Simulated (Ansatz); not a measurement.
# From the elastic tensor of Si to moduli and sound speeds

Theory: Ansatz 0.2.0, DFT LDA, scalar-relativistic, plane waves, PAW. Plane waves to 420 eV; Γ-centred k mesh 8×8×8; Fermi-Dirac smearing of 0.15 eV. No spin polarisation.

Symmetry: Ia-3, No. 206, cubic system. Conventional cell: a = 6.565 Å, b = 6.565 Å, c = 6.565 Å, α = 90.00°, β = 90.00°, γ = 90.00°. Around Si (site symmetry 3) lie 4 Si at 2.33 to 2.36 Å.

In a metal, frequencies and elastic constants depend on the k mesh and the smearing, soft modes and shear constants most.

Relaxed-ion constants (GPa, on the Cartesian axes of the calculation):
```
175.4  52.1  52.1   0.0   0.0   0.0
 52.1 175.4  52.1   0.0   0.0   0.0
 52.1  52.1 175.4   0.0   0.0   0.0
  0.0   0.0   0.0  61.5   0.0   0.0
  0.0   0.0   0.0   0.0  61.5   0.0
  0.0   0.0   0.0   0.0   0.0  61.5
```

Density 2.637 g/cm³; 8 atoms in 141.47 Å³.

The values that follow are for a polycrystal of randomly turned grains, by Hill's mean where one number stands.

With S = C⁻¹: B_V = (C11+C22+C33+2(C12+C13+C23))/9, G_V = (C11+C22+C33−C12−C13−C23+3(C44+C55+C66))/15, 1/B_R = S11+S22+S33+2(S12+S13+S23), 15/G_R = 4(S11+S22+S33−S12−S13−S23)+3(S44+S55+S66); Hill is their mean. Then v_l = √((B+4G/3)/ρ), v_t = √(G/ρ), v_m = [(2/v_t³+1/v_l³)/3]^(−1/3) and Θ = (ħ/k_B)·v_m·(6π²n/V)^(1/3) for n atoms in the volume V; E = 9BG/(3B+G), ν = (3B−2G)/(2(3B+G)) and A^U = 5G_V/G_R + B_V/B_R − 6.

| Item | Value |
| --- | --- |
| Bulk modulus, Voigt / Reuss / Hill | 93.2 / 93.2 / 93.2 GPa |
| Shear modulus, Voigt / Reuss / Hill | 61.6 / 61.6 / 61.6 GPa |
| Young's modulus | 151 GPa |
| Poisson ratio | 0.229 |
| Pugh ratio B/G | 1.51 (under 1.75, the rule of thumb for brittle) |
| Universal anisotropy index | 0.00 |
| Longitudinal and transverse sound speeds | 8153 and 4832 m/s |
| Debye temperature from the mean sound speed | 612 K |

This form isn't the element's structure at ambient conditions. The bands overlap by little, and semilocal functionals make gaps too small, so the missing gap can be the functional's error and not a sign of a true metal.

Cost: 1 run of about 16 core-minutes, on Intel Xeon Processor @ 2.50GHz (Skylake/Cascade Lake) (shared hosts).

The cell and space group match the BC8 form of silicon, a distorted tetrahedral network that is denser than diamond silicon mainly because its bond angles are bent, not because its bonds are shorter. Its stiffness remains that of a covalent solid: C44 (61.5 GPa) exceeds C12 (52.1 GPa), as expected where directional bonds resist changes of angle.

The near-perfect elastic isotropy is striking, since cubic symmetry doesn't require it and diamond silicon is clearly anisotropic. In diamond all bonds lie along the cube's body diagonals, whereas in BC8 most are turned away from them. This spread of orientations probably evens out the resistance to the two kinds of shear. The match is thus a numerical near-coincidence at this volume and needn't persist under pressure.

The constants meet the cubic stability conditions, so the crystal resists any small homogeneous strain. That doesn't exclude phonon instabilities at finite wavevector, nor does it rank this form in energy against other silicon phases.
